## Results and discussion

The empty levels of anatase have their lowest point at Γ, in a valley that is steep in the plane of the square axes and shallow along the long axis c. The usual bonding picture traces the steepness to the phase that the wavevector sets between titanium neighbours joined by oxygen. Phases also decide where levels merge into pairs: at some points the two titanium sites of the cell no longer split each other's levels. The highest filled levels lie elsewhere, close to X, and this makes the gap indirect.

GPAW 26.7.0 calculation with PBE and PAW data sets (gpaw-data 1.2.1) for anatase TiO2 (I4_1/amd, 6-atom cell) at a given geometry, without spin polarisation or spin-orbit coupling. The plane-wave cutoff is 800 eV, the k mesh 10x10x10 and the Fermi-Dirac smearing width 0.05 eV. Levels are counted from the valence top on the mesh.

```
point a (reciprocal cell vector)  point b (reciprocal cell vector)  point c (reciprocal cell vector)  level under 4 (eV)  level under 3 (eV)  level under 2 (eV)  level under 1 (eV)  level over 1 (eV)  level over 2 (eV)
                          0.0000                            0.0000                            0.0000              -0.741              -0.741              -0.463              -0.463              2.145              2.887
                          0.1000                           -0.1000                            0.0000              -0.954              -0.939              -0.729              -0.337              2.570              2.950
                          0.2000                           -0.2000                            0.0000              -1.563              -1.117              -0.593              -0.244              2.998              3.193
                          0.2000                           -0.2000                            0.2000              -1.406              -1.017              -0.822              -0.780              3.309              3.531
                          0.3000                            0.3000                            0.2000              -1.618              -1.618              -0.208              -0.208              3.555              3.555
                          0.5000                            0.5000                            0.0000              -2.047              -2.047              -0.030              -0.030              3.385              3.385
                          0.5000                            0.5000                            0.5000              -1.247              -1.247              -0.111              -0.111              2.503              2.503
```

The columns point a, point b and point c give the wavevector in units of the three reciprocal cell vectors. Level under 1 is the highest filled level at that point and level over 1 the lowest empty one; higher numbers lie further from the gap. Γ is the point (0, 0, 0), X is (0.5, 0.5, 0) and Z is (0.5, 0.5, 0.5). Z lies straight above Γ along c, while X lies along the diagonal of the square plane.

### Why the valley is steep in the plane and shallow along c

The first step from Γ towards X has a length of 0.235 Å⁻¹ and raises the lowest empty level by 0.425 eV. The whole way from Γ to Z is almost three times as long, 0.660 Å⁻¹, and yet the level at its end is only 0.358 eV higher. An electron at the bottom of the valley therefore moves easily in the plane and sluggishly along c. This contrast is read directly from the computed levels.

The explanation rests on the established chemistry of titanium oxides, in which the lowest empty levels are mainly titanium 3d and the highest filled ones mainly oxygen 2p. The orbital at the bottom of the valley is taken to be the d orbital whose four lobes lie in the square plane and point between the bonds to oxygen, called xy. Consider an oxygen atom between two titanium atoms along a square axis. The two xy orbitals turn lobes of opposite sign towards the same side of the oxygen, so at Γ, where both carry the same phase, their overlaps with its sideways p orbital cancel. The empty level is then spared the antibonding mixing that would push it up.

A wavevector in the plane gives the two titanium atoms different phases. The cancellation becomes incomplete, oxygen 2p mixes in with antibonding sign, and the empty level rises. A wavevector along c leaves the two atoms in step, because they sit at the same height. The cancellation survives, and only the weaker coupling between titanium layers remains to move the level.

### Why levels merge at X and Z

The primitive cell holds two titanium sites, and each titanium atom has four near neighbours on the other site. Two of them lie a quarter of c higher, on opposite sides along one square axis; the other two lie a quarter of c lower, along the other axis. At Γ all four contributions add, and the two sites split their common level as two atoms do in a molecule. At X the neighbours on opposite sides carry opposite phases and cancel. At Z the upper two cancel the lower two.

The simplest relative of this case is a chain of identical atoms, described with a cell twice as long as necessary. Its single band then appears as two branches, which meet at the edge of the zone because nothing distinguishes the two atoms of the cell. The likeness holds for the walk from Γ to Z, where successive titanium layers play the part of the atoms. It ends there, since the layers of anatase match only after a quarter turn and are also bonded within the plane.

The sum of phases explains the pairing for one orbital per titanium atom. In the table every level at X and Z is paired, the oxygen-derived ones included. This wider rule follows from the space group, whose screw and glide operations exchange the two halves of the cell while shifting them by a fraction of its length. The point (0.3, 0.3, 0.2) obeys it too: it has the same in-plane phases as X and differs only along c. Such pairs are a matter of symmetry and would survive a change of functional.

### A simple model and its test

Let A be the strength with which the layers split the xy level at Γ. Along c the two branches are

E = E(Z) ± A cos(k c/4),

where E(Z) is the paired level at Z, k is the wavevector along c, and c/4 is the spacing of the layers. At Γ the cosine is 1; at Z, where k = 2π/c, it is 0 and the branches meet.

The lowest empty levels at Γ and Z fix the model: A = 2.503 − 2.145 = 0.358 eV. The upper branch at Γ should then lie at 2.503 + 0.358 = 2.861 eV. The computed second empty level, which played no part in fixing A, lies at 2.887 eV. The miss of about 0.03 eV is small beside the splitting of 0.74 eV between the two levels. This supports the picture of two branches, but it is one agreement, and it assumes that the second level at Γ is indeed the xy partner.

For a general point, the cosine is replaced by a coupling factor, the size of the summed neighbour phases relative to Γ. The output printed after the text applies this factor, with A unchanged, to every point; it writes X and Z in equivalent coordinates. The factor vanishes at exactly the three points where the empty levels are paired. It thus tells a reader where to look for pairs at any other wavevector: wherever the neighbour phases cancel.

The size of the splitting is another matter. One step from Γ towards X the factor has hardly dropped, and the model asks for a splitting of 0.68 eV, but the computed one is 0.38 eV. At the other two points without paired levels the model is also too large, by a factor of two or more. A likely reason is that other titanium d levels lie in the same range, so that the second empty level there is no longer the partner of the first. The levels alone do not settle this.

The rise towards X shows the same limit. If oxygen mixing stayed weak, the second point on this line would lie 3.6 times as far above Γ as the first; the computed ratio is 2.0. Stronger mixing would lower the ratio, but hardly this far while the oxygen levels lie more than 2 eV below. More likely another d level has taken over as the lowest, or mixes with the xy level. The cancellation argument therefore describes the bottom of the valley and should not be stretched to the edge of the zone.

### The filled levels and the indirect gap

The filled levels at Γ are paired as well, although the coupling factor is largest there. The cause is different: the two square axes are equivalent, so a level built from p orbitals along x has a twin along y. A wavevector in the plane singles out a direction and so lifts this pairing. Along the diagonal the two axes remain mirror images, but the combination of the twins that points along the wavevector differs from the one that points across it. At the first step towards X the exact pairs are gone, while at X new ones appear for the reason given above.

Along the diagonal the highest filled level climbs from −0.463 eV at Γ to −0.030 eV at X. The zero of energy is the valence top on the full mesh, which thus lies slightly above the level at X. Its wavevector is not among the seven listed; that it lies close to X is established for anatase and fits the climb seen here, but the table does not show it. An electron lifted from that top to the valley at Γ needs 2.145 eV, against 2.608 eV for a lift at Γ itself. A finer mesh could shift the band edges a little.

The point (0.2, −0.2, 0.2), which lies along a square axis, breaks the pattern. Its highest filled level drops to −0.780 eV, below that at Γ, while its lowest empty level is well up the side of the valley. The two shifts together open the widest direct gap in the table, 4.089 eV. A reasonable guess is that the phases between neighbouring oxygen p orbitals are more antibonding along the diagonal than along the axis; the level energies do not test it.

Z shows the opposite case. Both edges there lie about 0.35 eV above their values at Γ, so the direct gap is almost the same at the two points. Equal direct gaps therefore do not mean equal band edges, and only Γ holds the bottom of the valley.

The gap itself should be read with care. The PBE functional is known to underestimate it; the measured gap is roughly 3 eV, a recalled figure. The cell was also kept at a prescribed size, at which the calculation finds a compressive stress of about 6 GPa. Both affect the energies, whereas the positions of the symmetry pairs depend only on the structure.

Printed output of the fit:

```
Coupling factor and splittings in eV:
  row     factor  empty 1-2  model empty 1-2  model less computed  filled 1-2  filled 3-4
  0.0          1      0.742            0.716               -0.026           0           0
  0.1     0.9511       0.38            0.681                0.301       0.392       0.015
  0.2      0.809      0.195           0.5793               0.3843       0.349       0.446
  0.2     0.6545      0.222           0.4686               0.2466       0.042       0.389
  0.3  3.599e-17          0        2.577e-17            2.577e-17           0           0
  0.5          0          0                0                    0           0           0
  0.5          0          0                0                    0           0           0
Position and edges in eV:
  row  kx in 2pi/a  ky in 2pi/a  kz in 2pi/c  lowest empty above Gamma  highest filled above Gamma  direct gap
  0.0            0            0            0                         0                           0       2.608
  0.1         -0.1          0.1            0                     0.425                       0.126       2.907
  0.2         -0.2          0.2            0                     0.853                       0.219       3.242
  0.2            0          0.4            0                     1.164                      -0.317       4.089
  0.3          0.5          0.5          0.6                      1.41                       0.255       3.763
  0.5          0.5          0.5            1                      1.24                       0.433       3.415
  0.5            1            1            1                     0.358                       0.352       2.614
Length of the first in-plane step from Gamma (1/A): 0.2349
Distance from Gamma to Z (1/A): 0.6604
Cosine-model rise along c over the length of the first in-plane step (eV): 0.05443
Computed in-plane rise over cosine-model rise along c for equal length (ratio): 7.808
Second empty level at Gamma predicted from the lowest levels at Gamma and Z (eV): 2.861
Rise at the second point towards X over rise at the first, computed (ratio): 2.007
The same ratio for weak mixing growing as sine squared: 3.618
Indirect distance from the filled top at X to the empty level at Gamma (eV): 2.175
Range of the lowest empty level over the listed points (eV): 1.41
Range of the highest filled level over the listed points (eV): 0.75
```
